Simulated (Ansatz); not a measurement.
# Sc: energy above lowest point against volume scale

Results calculated with Ansatz 0.2.0, not measured. Free energy against uniform scaling of the volume at fixed shape and fractions; periodic cell, basis, potentials, k mesh and filling as listed.

The cell before it is scaled or strained (space group Fm-3m, No. 225):
```
CELL_PARAMETERS angstrom
0.00000 2.26750 2.26750
2.26750 0.00000 2.26750
2.26750 2.26750 0.00000
ATOMIC_POSITIONS crystal
Sc 0.00000 0.00000 0.00000
```

Settings of every row: functional PBEsol; dispersion none; potentials PAW; wave cutoff 550 eV; density cutoff 2200 eV; k mesh 11x11x11; k shift 0x0x0; occupations cold; smearing width 0.15 eV; spin none; SCF threshold exponent -10.

Limits: coarse k mesh, up to 40 meV an atom off.

```
row  volume scale  V (Å³/atom)  energy above lowest point (meV/atom)
  1        0.9406       21.932                                  20.5
  2        0.9703       22.624                                   6.2
  3             1       23.317                                     0
  4        1.0297       24.009                                     ?
  5        1.0594       24.702                                   8.4
```

Question: what energy above lowest point should row 4 give?

Worked fit of energy above lowest point. Take u = (V_r/V)^(2/3) − 1 with V_r = 22.971 Å³ an atom, which is twice the finite (Eulerian) strain; such expansions in the strain, on which the Birch-Murnaghan equation of state is built, carry the rest volume and the bulk modulus. The shown rows have u = 0.03134, 0.0102, -0.00992, -0.04728. Least squares give energy above lowest point = 2.13 + 300.2 × u + 9152 × u² meV/atom; a straight line predicts inner rows, each left out in turn, worse (root mean square 8.9 against 0.12 meV/atom). The rows lie off it by 0.0, 0.1, -0.1, 0.0. Its lowest point lies at u = -0.0164, or V = 23.55 Å³ an atom, and the curvature there gives the bulk modulus at fixed shape and fractions, B = (4/9)(1 + u)² E″(u)/V = 53.5 GPa. The withheld row has u = -0.02903, so the fit gives 2.13 + 300.2 × (-0.02903) + 9152 × (-0.02903)² = 1.1 meV/atom.

The calculation gave 1 meV/atom. The fit lies 0.1 meV/atom (0.49 % of the column's range) above it, one unit of the last digit.
